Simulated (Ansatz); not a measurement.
# Fitting the PBEsol energy curve of SnTe3

The structure is cubic, space group Fm-3m (No. 225). The conventional cell has a = 7.722 Å, b = 7.722 Å, c = 7.722 Å, α = 90.00°, β = 90.00°, γ = 90.00°. Te (site symmetry m-3m) has 8 Te at 3.34 Å as nearest neighbours. Around Te (site symmetry -43m) lie 4 Te at 3.34 Å and 4 Sn at 3.34 Å. Sn (site symmetry m-3m) is surrounded by 8 Te at 3.34 Å.

The cell comes from a database or a generator and needn't be the stable form of this composition.

The cell was scaled at fixed shape and fractions and run with Ansatz, Ansatz PAW, cutoff 420 eV; PBEsol, k mesh 6 × 6 × 6 on the cell of 4 atoms, fermi-dirac occupations of 0.05 eV, no spin polarisation, no spin-orbit coupling. The potentials were made for PBE. Energies are those that the program minimises, any entropy of the smearing included. For a metal such a mesh isn't converged to the digits shown.

| V (Å³/atom) | energy over the lowest row (meV/atom) |
| --- | --- |
| 27.0565 | 0.00 |
| 27.6321 | 1.01 |
| 28.2078 | 5.91 |
| 28.7835 | ? |
| 29.3592 | 25.94 |
| 29.9348 | 40.41 |
| 30.5105 | 57.41 |

Problem. Fit the third-order Birch-Murnaghan form, give V0, B0 and B′, and predict the energy left open.

Solution. With y = (V0/V)^(2/3), E = E0 + (9 V0 B0/16) [(y - 1)³ B′ + (y - 1)² (6 - 4y)]. Least squares through the rows shown give V0 = 27.2040 Å³/atom, E0 = -0.14 meV, B0 = 55.64 GPa (1 eV/Å³ = 160.218 GPa) and B′ = 4.02, with a largest miss of 0.01 meV. At V = 28.7835 the form with these constants gives 14.35 meV; the run gave 14.34 meV an atom.

The fitted minimum lies at 27.2040 Å³/atom, well below the volume of the listed cell, so PBEsol favours a denser crystal. If that cell was relaxed with PBE, the contraction is probably the usual effect of PBEsol's weaker gradient enhancement of exchange. The modest bulk modulus of 55.64 GPa suits a bcc-like packing of large atoms, in which the valence p electrons are shared among many long contacts instead of concentrated in a few short, directional bonds. With B′ at 4.02, the energy is almost purely quadratic in Eulerian strain, which explains why so few constants reproduce the curve.

The withheld energy tests interpolation on the expanded side. Only one row lies below V0, so the stiffening under compression is inferred largely from the expanded branch, and B′ is less secure than the small residual suggests. A smooth minimum under uniform scaling also doesn't rule out a symmetry-lowering distortion, a real possibility in tellurium-rich compounds, where p bonding often favours unequal short and long contacts.
